\section{The Harris--Chayes bound on the correlation-length exponent}

At a mobility edge $E_c$ the length $\xi$ diverges as $|E-E_c|^{-\nu}$. A block of size $\xi$ responds to its own average of the random potential, which differs from the ensemble mean by an amount $\propto\xi^{-d/2}$ for uncorrelated disorder. The exponent is consistent only if this fluctuation does not outgrow the distance from criticality, $\propto\xi^{-1/\nu}$, as $\xi\to\infty$. Hence $\nu\ge 2/d$ (Harris, 1974; Chayes, Chayes, Fisher and Spencer, 1986). For correlations decaying as $r^{-a}$ with $a<d$ the block variance falls only as $\xi^{-a}$, and the condition becomes $\nu\ge 2/a$ (Weinrib and Halperin, 1983).

The model below is a gas of non-interacting electrons in the lowest subband of an In$_{x}$Ga$_{1-x}$As channel, with spin--orbit coupling strong enough for the symplectic class, for which $\nu\approx2.7$ in $d=2$. In a disc of diameter $L$ the transition has the width
\begin{equation}
\Delta(L)=E_0\,(L/\xi_0)^{-1/\nu},\label{eq:width}
\end{equation}
with illustrative $E_0=5$~meV and $\xi_0=20$~nm. Two parts of the potential are followed. One is alloy disorder, with typical inputs $x=0.53$, lattice constant $a_0=0.587$~nm, alloy potential $D=0.6$~eV, and an assumed well width $w=10$~nm. The other is a set of straight, randomly oriented strips of width $b=20$~nm and total rms potential $\sigma=5$~meV (illustrative), standing for the strain of line defects. Let $\rho(L)$ be the ratio of the disorder-imposed minimum width to $\Delta(L)$. We want $\rho$ at $L=1~\mu$m, a typical dephasing length near 1~K, and the size $L_{1/3}$ at which the strips' $\rho$ has fallen to $1/3$.

\subsection*{Estimate by hand}

Round $\nu$ to 3. Then $50^{1/3}\approx3.7$ and $\Delta\approx1.4$~meV, or 16~K. With about 20 cations per nm$^3$, a block of $10^3\times10^3\times10$~nm$^3$ holds $N\approx2\times10^8$ sites and $\sqrt N\approx1.4\times10^4$. The band edge fluctuates by $0.6~\text{eV}\times0.5/\sqrt N\approx0.021$~meV, so $\rho\approx0.015$.

Strips extend across the block, so it samples about $L/b=50$ independent values rather than $(L/b)^2$; this is the case $a=1$. The fluctuation is $\sigma/\sqrt{50}\approx5/7\approx0.7$~meV and $\rho\approx0.5$. Since $\sigma=E_0$ and $b=\xi_0$, $\rho=(L/\xi_0)^{1/3-1/2}$, and $L_{1/3}=3^6\xi_0=729\,\xi_0\approx15~\mu$m.

\subsection*{Careful calculation}

\paragraph{The inequality.} Discretise the potential in the block as a Gaussian vector $V$ with mean $m\mathbf 1$ and covariance matrix $C$. The Hamiltonian involves only $E-V$, so lowering $E$ is the same as raising $m$. Let $\chi=1$ if the conductance of the block exceeds the median of the scale-invariant critical distribution, $\chi=0$ otherwise, and $P=\langle\chi\rangle$, so that $P=1/2$ at $E_c$. Define $\Delta(L)$ as the shift at which $P$ has fallen to $p$; we take $p=0.1$, and $E_0,\xi_0$ refer to this convention. Differentiating the Gaussian weight gives $dP/dm=\langle\chi s\rangle$ with $s=\mathbf 1^{T}C^{-1}(V-m\mathbf 1)$, $\langle s\rangle=0$ and $\langle s^2\rangle=\mathbf 1^{T}C^{-1}\mathbf 1\equiv\mathcal I$. Because $\langle s\rangle=0$, $\chi$ may be replaced by $\chi-P$, whose variance is $P(1-P)$. The Cauchy--Schwarz inequality gives $|dP/dm|\le\sqrt{P(1-P)\,\mathcal I}$. With $d\arcsin(1-2P)=-dP/\sqrt{P(1-P)}$, integration from $P=1/2$ to $p$ yields
\begin{equation}
\Delta(L)\ \ge\ \Delta_{\min}=\frac{c_p}{\sqrt{\mathcal I}},\qquad c_p=\arcsin(1-2p)=0.927 .\label{eq:bound}
\end{equation}
For any weights $q$, $(\mathbf 1^Tq)^2=(C^{-1/2}\mathbf 1\cdot C^{1/2}q)^2\le\mathcal I\,q^TCq$, with equality for $q\propto C^{-1}\mathbf 1$, so
\begin{equation}
\mathcal I^{-1}=\min_{\mathbf 1^Tq=1}q^TCq .\label{eq:min}
\end{equation}
The fluctuation that matters is thus that of the best-weighted block average. Independent components add their covariances, so each one alone gives a valid bound.

\paragraph{Exponents.} For white noise, $C=\gamma\,\delta(\mathbf r-\mathbf r')$, uniform weights are optimal and $\mathcal I^{-1}=\gamma/\text{volume}\propto L^{-d}$. For $C\propto r^{-a}$ with $0<a<d$, Eq.~\eqref{eq:min} is the minimal energy of unit charge with that repulsion, which is finite and positive and scales as $L^{-a}$. Comparing with Eq.~\eqref{eq:width} as $L\to\infty$,
\begin{equation}
\nu\ge 2/d\quad(\text{uncorrelated}),\qquad \nu\ge2/a\quad(a<d).
\end{equation}
The exponent bounded is that of the finite-size length obtained by inverting $\Delta(L)$. It is the $\nu$ of the localisation length when the conductance distribution depends on $L/\xi$ alone, which is assumed here. In general $\rho=\Delta_{\min}/\Delta\propto L^{y}$ with $y=1/\nu-\min(a,d)/2$ for $a\neq d$. For $\nu=2.7$, $y=-0.63$ for the alloy and $y=-0.130$ for $a=1$; correlations with $a<2/\nu=0.74$ would give $y>0$ and force a different exponent.

At $L=1~\mu$m, $\Delta=1.17$~meV or 13.6~K, well above the thermal energy of 0.086~meV at 1~K.

\paragraph{Alloy.} Each cation occupies $\Omega=a_0^3/4=0.0506$~nm$^3$, and the three-dimensional noise strength is $D^2x(1-x)\Omega$. The subband weights depth by $|\phi|^2=(2/w)\sin^2(\pi z/w)$, with $\int|\phi|^4dz=3/2w$, so
\begin{equation}
\gamma=\frac{3D^2x(1-x)\Omega}{2w}=680~\text{meV}^2\,\text{nm}^2 .
\end{equation}
Then $\mathcal I^{-1/2}=(4\gamma/\pi L^2)^{1/2}=0.0294$~meV, $\Delta_{\min}=0.0273$~meV and $\rho=0.023$.

\paragraph{Strips.} Label a strip by its normal angle $\theta\in[0,\pi)$ and offset $t$, Poisson distributed with intensity $\kappa\,dt\,d\theta$, each with potential $\pm u$. Then $\sigma^2=\pi\kappa bu^2$, and the field is Gaussian for many weak overlapping strips, $\pi\kappa b\gg1$, which we assume. Two points a distance $r$ apart have $C=\kappa u^2\int_0^\pi d\theta\,\max(0,\,b-r|\cos\theta|)$, which tends to $\sigma^2b/\pi r$ for $r\gg b$. If $f_\theta(t)$ is the weight lying inside strip $(t,\theta)$,
\begin{equation}
q^TCq=\frac{\sigma^2}{b}\Big\langle\int f_\theta^2\,dt\Big\rangle_\theta .
\end{equation}
Now $\int f_\theta\,dt=b$ and $f_\theta$ vanishes outside an interval of length $L+b$, so $\int f_\theta^2dt\ge b^2/(L+b)$. The trial weight $q=[2\pi R\sqrt{R^2-r^2}]^{-1}$ with $R=L/2$ projects onto the constant $1/L$ along every direction, so $f_\theta$ is a trapezoid with $\int f_\theta^2dt=b^2(L-b/3)/L^2$. Therefore
\begin{equation}
\frac{\sigma^2b}{L+b}\le\mathcal I^{-1}\le\frac{\sigma^2b\,(L-b/3)}{L^2}.\label{eq:bracket}
\end{equation}
This proves $\nu\ge2$ for the strip model. At $1~\mu$m the two limits on $\mathcal I^{-1/2}$ differ by 0.7\%. The lower one, 0.700~meV, gives $\Delta_{\min}=0.649$~meV and $\rho=0.55$. Solving
\begin{equation}
c_p\,\frac{\sigma}{E_0}\sqrt{\frac{b}{L+b}}\,\Big(\frac{L}{\xi_0}\Big)^{1/\nu}=\frac13
\end{equation}
gives $L_{1/3}=2.7\times10^3\,\xi_0=53~\mu$m. At $1~\mu$m the alloy would add 0.2\% to the strips' variance, and further short-range disorder of strength $\gamma=(E_0\xi_0)^2$ would add 2.6\%; both shares fall as $1/L$.

\subsection*{Why the two differ}

For the alloy the careful $\rho$ is 1.5 times the estimate. The envelope samples only $2w/3$ of the well, a factor $\sqrt{3/2}=1.22$. The disc has less area than the square, $2/\sqrt\pi=1.13$. The constant $c_p$ contributes 0.93. The exponent narrows $\Delta$ by $50^{1/2.7-1/3}=1.16$. Three of the four factors push upwards, and their product is 1.48.

For the strips the counting $L/b$ becomes exact at large $L$, by Eq.~\eqref{eq:bracket}. In terms of $C(r)$ this is a cancellation. The tail carries $1/\pi=0.318$ relative to the guess $\sigma^2b/r$, while the mean inverse distance in a disc is $32/3\pi L=3.40/L$ rather than $1/L$. The plain average thus has variance $1.08\,\sigma^2b/L$, and optimal weighting removes the excess. The unrounded estimate $50^{-1/6}=0.521$ is then multiplied by 1.16 from $\nu$, 0.927 from $c_p$ and 0.990 from $\sqrt{L/(L+b)}$, in total 1.06.

The length differs by a factor 3.7 because it inverts a slow power law. For $L\gg b$, $L_{1/3}/\xi_0=(3c_p)^{1/|y|}$. Here $|y|=1/2-1/\nu$ is a difference of comparable numbers: rounding $\nu$ from 2.7 to 3 changes $1/|y|$ from 7.71 to 6. That alone costs $3^{12/7}=6.6$. The constant $c_p$, a 7\% effect in $\rho$, enters as $0.927^{7.71}=0.56$, and $6.6\times0.56=3.7$. The same amplification limits the careful result: $\nu=2.75$ gives $36~\mu$m, so the model supports only ``some tens of micrometres''. The factor $c_p$ is moreover tied to the convention $p=0.1$, whereas $y$ is universal.

These numbers are the model's. In typical InGaAs channels the spin-precession length is of order 100~nm or more, so symplectic scaling begins at a $\xi_0$ roughly five times the one assumed, or larger. At fixed $b$, $\sigma$ and $E_0$, taking $\xi_0=100$~nm lowers $\rho(1~\mu\text{m})$ by $5^{1/2.7}=1.8$, to 0.30, so the model overstates $\rho$. Misfit dislocations typically follow two crystal directions instead of all; the lower limit in Eq.~\eqref{eq:bracket} holds direction by direction, so $\nu\ge2$ survives. Coulomb interaction is omitted and can change the universality class. What carries over is the exponent: with $\nu\approx2.7$ the bound $\nu\ge1$ is met with a wide margin and the bound $\nu\ge2$ narrowly, so line-like disorder is irrelevant yet fades only as $L^{-0.13}$.